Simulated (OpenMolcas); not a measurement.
How basis sets differ on BAsH4 (SMILES B[AsH2])

The species is BAsH4 (6 atoms), meant as a singlet with charge 0. As SMILES, `B[AsH2]`. Geometry: a GFN2-xTB relaxation, a rough one for these elements and not checked as a minimum.

Quantity: the dipole moment, in D. The values are calculated.

```
                          level          kind     program  value (D)
              HF/ANO-R0 (sfX2C)  Hartree–Fock  OpenMolcas       0.11
                      HF/STO-3G  Hartree–Fock  OpenMolcas       0.86
                       HF/3-21G  Hartree–Fock  OpenMolcas       0.71
         HF/ANO-RCC-VDZP (DKH2)  Hartree–Fock  OpenMolcas       0.60
                    HF/def2-SVP  Hartree–Fock  OpenMolcas       0.68
HF/ANO-R2 (sfX2C, RICD fitting)  Hartree–Fock  OpenMolcas       0.57
```

All-electron rows without a relativistic Hamiltonian named are non-relativistic. The values span 0.11 to 0.86 D. Magnitudes only: a small dipole may point the other way at some levels. Sets without polarisation functions give poor dipoles. Without the sets that lack polarisation functions the rows with a basis span only 0.57 to 0.68 D.

The two minimal sets, STO-3G and ANO-R0, give the largest and smallest dipoles, 0.86 and 0.11 D, so a minimal description has no uniform bias here. Boron, arsenic and hydrogen differ little in electronegativity, and the dipole is probably a small remainder of competing terms: the directional lone pair on arsenic, its donation into the formally empty boron p orbital, and the polarity of the σ bonds. With one function per occupied atomic shell, the density cannot expand, contract or polarise properly on bonding, and the remainder depends heavily on the fixed shape of those functions.

The polarised sets let the lone pair and bonding density deform, and their results lie much closer together. 3-21G, at 0.71 D, falls near def2-SVP despite lacking that freedom, which suggests compensating errors rather than a sound description. The remaining difference between def2-SVP and the ANO results cannot be assigned to relativity alone, since the basis changes too. Agreement among the polarised sets leaves open how far electron correlation would shift the dipole.
